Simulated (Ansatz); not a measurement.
**CPO− (SMILES [O-]C#P): where methods fail along a bond**

CPO−: 3 atoms, total charge -1, spin state singlet. SMILES: `[O-]C#P`. The shape is that of a GFN2-xTB optimisation.

```xyz
3

O     0.7772    0.9277    0.5293
C     0.0765    0.0906    0.0522
P    -0.8538   -1.0183   -0.5815
```

The C2–P3 distance is scanned; the parts on either side stay rigid. Basis STO-3G, 7 core orbitals frozen in the correlated methods; program Ansatz 0.2.0. FCI is exact within this basis and core. Energies in eV from each method's value at 1.580 Å; methods without a U are spin-restricted. The set has no diffuse functions, which an anion needs. The shape above is that at 1.580 Å.

```json
{"distance (Å)": "1.580", "PBE": "0.00", "BLYP": "0.00", "revPBE": "0.00", "r2SCAN": "0.00", "wB97X": "0.00", "FCI": "0.00"}
{"distance (Å)": "1.975", "PBE": "2.25", "BLYP": "2.06", "revPBE": "2.18", "r2SCAN": "2.47", "wB97X": "2.85", "FCI": "2.24"}
{"distance (Å)": "3.160", "PBE": "7.57", "BLYP": "7.09", "revPBE": "7.33", "r2SCAN": "7.75", "wB97X": "7.82", "FCI": "7.46"}
{"distance (Å)": "3.950", "PBE": "7.89", "BLYP": "7.39", "revPBE": "7.61", "r2SCAN": "8.03", "wB97X": "8.13", "FCI": "7.54"}
```

Departure from the FCI curve at its largest: PBE +0.35 eV at 3.95 Å; BLYP -0.37 eV at 3.16 Å; revPBE -0.13 eV at 3.16 Å; r2SCAN +0.50 eV at 3.95 Å; wB97X +0.61 eV at 1.98 Å. For the functionals part of the departure is owed to the small basis.

Between 3.160 and 3.950 Å the FCI curve is almost flat, whereas all five functionals keep climbing. This shared late rise matters more than the size of any single deviation. As the multiple C–P bond breaks, the expected low-energy fragments are CO and P⁻, whose four 3p electrons can form several near-degenerate singlet configurations. FCI mixes these freely, but one closed-shell determinant cannot, so the missing static correlation probably drives the rise.

The close agreement of revPBE therefore looks like error cancellation: its curve starts below FCI and ends above it. BLYP likewise moves closer to FCI at the last point only because its late rise offsets an earlier underestimate. wB97X is already well too high at 1.975 Å, so its error is not confined to the separated fragments; exact exchange probably contributes by penalising the stretched π bonds. The singlet curve does not give the lowest dissociation limit, since ground-state P⁻ is a triplet.
